K-shell (1s) binding energies and some of their parts for a free atom and ions with 32 electrons, [Ar] 3d10 4s2 4p2. Radial Dirac-Fock and Kohn-Sham solver 2, Dirac-Fock ΔSCF, configuration average, Fermi nucleus, Breit and QED terms, no correlation. Binding energies are from the vacuum level and include relaxation and a frequency-dependent Breit term, not listed.

```tsv
species	Z	charge (e)	nuclear rms radius (fm)	binding energy (eV)	Koopmans value (eV)	gaunt (eV)	retardation (eV)	self energy (eV)	vacuum polarisation (eV)
Ge	32	0	4.074	11111.9	11185.7	-16.153	1.0229	-8.053	0.77886
Br3+	35	3	4.163	13524.5	13604.8	-21.625	1.4123	-10.952	1.1213
Rb5+	37	5	4.204	15283.1	15369.0	-25.921	1.7235	-13.250	1.4069
Zr8+	40	8	4.269	18147.4	18243.5	-33.427	2.2753	-17.304	1.9374
Tc11+	43	11	4.411	21287.1	21395.6	-42.327	2.9385	-22.167	2.6120
Rh13+	45	13	4.495	23535.7	23653.7	-49.101	3.4478	-25.904	3.1554
Cd16+	48	16	4.609	27146.1	27280.2	-60.627	4.3203	-32.328	4.1344
Sn18+	50	18	4.652	29714.2	29860.5	-69.285	4.9790	-37.202	4.9117
I21+	53	21	4.750	33813.4	33980.2	-83.845	6.0907	-45.487	6.2942
Cs23+	55	23	4.804	36714.4	36896.4	-94.667	6.9189	-51.713	7.3799
La25+	57	25	4.855	39752.8	39951.4	-106.44	7.8206	-58.547	8.6145
Nd28+	60	28	4.912	44574.4	44800.5	-125.99	9.3180	-70.035	10.783
Sm30+	62	30	5.082	47968.9	48215.2	-140.36	10.418	-78.585	12.466
Tb33+	65	33	5.060	53340.0	53619.7	-164.07	12.227	-92.874	15.410
Ho35+	67	35	5.202	57111.4	57415.5	-181.39	13.545	-103.46	17.680
Yb38+	70	38	5.311	63065.5	63409.6	-209.80	15.697	-121.07	21.631
Hf40+	72	40	5.347	67239.3	67612.5	-230.46	17.253	-134.08	24.677
W42+	74	42	5.366	71582.2	71986.5	-252.58	18.910	-148.19	28.099
Ir45+	77	45	5.403	78424.7	78879.9	-288.64	21.592	-171.60	34.030
Au47+	79	47	5.437	83213.4	83705.4	-314.74	23.515	-188.84	38.590
Pb50+	82	50	5.501	90752.7	91304.5	-357.15	26.610	-217.43	46.489
```

## What the parts are

The Koopmans value is minus the 1s orbital energy of these Dirac-Fock ions: the cost of removing a 1s electron with the other 31 electrons frozen. The ΔSCF binding energy lets them relax and adds the gaunt (magnetic) and retardation parts of the Breit interaction, the self energy and the vacuum polarisation. The same runs give relaxation and the frequency-dependent Breit term, and for Ge the sum closes within rounding: 11185.7 − 51.50 − 16.15 + 1.02 + 0.04 − 8.05 + 0.78 = 11111.8 eV.

## Why the trend is smooth

All rows hold the same 32 electrons in one imposed, averaged configuration, so no shell can open and no level can cross. A 1s electron then feels three things: the point nucleus, the repulsion of the other electrons and the finite size of the nucleus. The first depends only on the nuclear charge Z, and the second almost only. Uneven steps between rows merely reflect ΔZ = 2 or 3. With α the fine-structure constant,

Koopmans = mc²(1 − γ) − S(Z) − Δ(Z, R), γ = √(1 − (Zα)²).

The screening S rises from 2942 eV (Ge) to 10209 eV (Pb50+). It was fitted by least squares as eight powers of Z (−1 to 5, and 7) to the 17 rows with charge above 10; the coefficients trade against each other and mean nothing singly. Only the nuclear rms radius R can be ragged, and it falls from Sm30+ (5.082 fm) to Tb33+ (5.060 fm).

## The break at Sm30+ and Tb33+

Inside the nucleus the attraction is weaker than that of a point charge, so a larger nucleus binds 1s less. The 1s radial density grows as r^(2γ) near the origin, which gives Δ ∝ R^(2γ) and δΔ = 2γ Δ δR/R. An approximate solution of the one-electron Dirac equation for a uniform sphere of the same R, standing in for the Fermi nucleus to within about one per cent and with no adjustable constant, gives Δ = 8.17 eV for Sm30+ and 67.7 eV for Pb50+.

A log-log fit to all radii gives 1.230 fm × Z^0.341, and Sm30+ lies 0.056 fm above it. With Zα = 0.452, γ = 0.892, so δΔ = 2 × 0.892 × 8.17 × 0.056/5.082 = 0.16 eV less binding. Tb33+ lies 0.047 fm below, worth 0.18 eV more binding.

With the smoothed radius in Δ, these two rows, both part of the fit, are its worst: Sm30+ falls 0.18 eV below the curve and Tb33+ 0.21 eV above, about four parts per million of the Koopmans value. With the tabulated radii the rms scatter drops from 0.107 to 0.026 eV, no more than the 0.029 eV that rounding to 0.1 eV produces. The binding energy column behaves alike. Since the radius is an input, this locates the source of the break and tests no physics.

A flexible curve hides slow departures: Yb38+ has 0.46 eV of excess Δ but stands only 0.10 eV low, because its neighbours deviate the same way. A free scale on the ragged part of Δ comes out at 0.87 to 0.89. Screening should push it only slightly below one, and fits to all rows range from 0.80 to 1.24, so the scale is too poorly fixed to be read as a measure of screening. Deformation may help lift Sm, Ho and Yb above the line, but terbium is deformed too and lies below it. The choice of isotope and the uncertainty of tabulated radii can also enter, and these runs do not settle the origin of the scatter in R.

## The Breit and QED columns

These grow with effective powers of Z (end to end) of 3.29 for gaunt, 3.46 for retardation, 3.50 for self energy and 4.35 for vacuum polarisation, near the theoretical Z³ for Breit and Z⁴ times a slow factor for QED. Against degree-6 polynomials in ln Z over all rows, the first three scatter at about their rounding. Vacuum polarisation does not: 68 ppm against 14 ppm, worst at Tb33+ (+2.6 meV). Its short-range potential samples the nuclear region, so a smaller nucleus strengthens it. A fitted radius term of the simple form R^(2γ) lowers the scatter to 23 ppm. That form is crude for this potential, so the remainder is no sign of a further effect.

## The low-charge end

Koopmans minus binding grows by 478.0 eV from Ge to Pb50+, yet relaxation supplies only 5.7 eV of this. An orbital tuned to an effective charge ζ but exposed to ζ + δ lies δ²/2n² hartree above its optimum, whatever ζ is. With δ near one, the n = 2, 3 and 4 shells sum to about 2 hartree, the right order.

Relaxation by subtraction (frequency-dependent Breit interpolated through four rows; within 0.07 eV of three reported values) is −51.4 eV for Ge, −49.7 to −49.8 eV at Zr8+ and Tc11+, and −57.1 eV for Pb50+. A constant plus (Zα)² and (Zα)⁴ terms misses Ge by 1.2 eV. Adding d/(charge + 5.5), the offset found by a scan, fits all rows to 0.03 eV rms. Ge is thus consistent with the steep end of a smooth curve, though the two added parameters are set largely by the lowest-charge rows themselves, so the fit describes Ge and does not predict it. Theory attributes this to loosely bound outer electrons, which respond more than hydrogenic ones, and the high-Z growth to relativistic contraction.

The screening fit, extrapolated to Ge, misses by +10.9 eV with true radii and −19.2 eV with smoothed ones. That is a failure of extrapolation: nine powers fitted to all rows reach 0.029 eV.

## Where breaks would appear

An L1 hole has roughly 1/n³ of the 1s density at the nucleus, so the radius break would sink to the rounding, and p holes would barely show it. The low-charge effect grows instead: in the same runs the L1 relaxation shrinks from Ge to Br3+ by nearly twice as many eV as the K relaxation, though it is only about half as large.

Along neutral atoms the configuration changes, and outer screening and relaxation should kink where shells open or close. Outer electrons also lower the edge: neutral Pb lies at roughly 88 keV (a recalled figure), against 90.75 keV here. The smoothness is partly imposed, since the average merges the 4p² levels while the heavy ions' ground level is mainly 4p₁/₂². Correlation is absent, so a 0.2 eV break is a resolved feature of this calculation, with no claim of that accuracy against measurement.
